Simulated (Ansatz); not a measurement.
Method: DFT PBE, scalar-relativistic, plane waves, PAW in Ansatz 0.2.0. All cells share a 420 eV cutoff and Γ-centred k meshes spaced at most about 0.3 Å⁻¹ (about 0.25 or finer for metals, 2π included). Collinear spin in cells that started with moments and kept them past the coarse steps, no spin elsewhere.

Temperature and zero-point effects are left out.

Two forms of ScAl5 were relaxed alike.

A. (site moments Sc 0.2 μB)

```yaml
crystal:
  lattice:
    - [2.93826, 0.00000, 0.00000]
    - [0.00000, 2.93826, 0.00000]
    - [0.00000, 0.00000, 12.18020]
  atoms:
    - { symbol: Sc, position: [0.50000, 0.50000, 0.50000] }
    - { symbol: Al, position: [0.00000, 0.00000, 0.00000] }
    - { symbol: Al, position: [0.50000, 0.50000, 0.16245] }
    - { symbol: Al, position: [0.00000, 0.00000, 0.32231] }
    - { symbol: Al, position: [0.00000, 0.00000, 0.67769] }
    - { symbol: Al, position: [0.50000, 0.50000, 0.83755] }
```

B. (no spin)

```yaml
crystal:
  lattice:
    - [3.02358, 0.00000, 0.00000]
    - [-1.51179, 2.61850, 0.00000]
    - [0.00000, 0.00000, 13.65626]
  atoms:
    - { symbol: Sc, position: [0.33333, 0.66667, 0.00000] }
    - { symbol: Al, position: [0.33333, 0.66667, 0.66416] }
    - { symbol: Al, position: [0.33333, 0.66667, 0.33584] }
    - { symbol: Al, position: [0.66667, 0.33333, 0.82482] }
    - { symbol: Al, position: [0.66667, 0.33333, 0.17518] }
    - { symbol: Al, position: [0.66667, 0.33333, 0.50000] }
```

Problem. Which is lower in energy, and by how much?

Solution. A is lower, by 75 meV/atom. A has Sc and Al ordered on fcc sites, space group P4/mmm (No. 123), 17.5 Å³/atom and no gap on its mesh; B has Sc and Al ordered on hcp sites, space group P-6m2 (No. 187), 18.0 Å³/atom and no gap. Counting all near atoms (those within 1.25 times the shortest distance at each site), A and B both have Sc 12, Al 12. Their magnetic states differ too, which can make part of the margin. Both come from invented guesses. A third cell relaxed alike, in Cmmm, lies 129 meV/atom below the lower of the two.

The magnetic state reached may not be the lowest. Cells relaxed within their symmetry can be saddle points. Some structure types and database cells were kept out of the candidates from the start, so a known form may be missing.

The preference for A probably comes from which atoms touch, since the total neighbour counts are the same. Both cells gather Sc into whole layers, but the square layer in A gives each Sc fewer Sc neighbours and more Al neighbours than the close-packed layer in B. That favours A because Sc-Al contacts, strengthened by charge transfer and by mixing of Sc d with Al s and p states, are what hold Al-rich scandium aluminides together. Aluminium's own preference for fcc over hcp stacking works in the same direction, and the two effects can't be separated here. The small Sc moment in A is unexpected for such an aluminide and may reflect PBE's tendency to overstate weak itinerant magnetism; it probably contributes little to the 75 meV/atom.

Neither layered ordering is the ground state, as the Cmmm cell lies well below both. Even that cell isn't shown to be stable against separation into Al and L1₂-type ScAl3, where Sc has only Al as nearest neighbours.
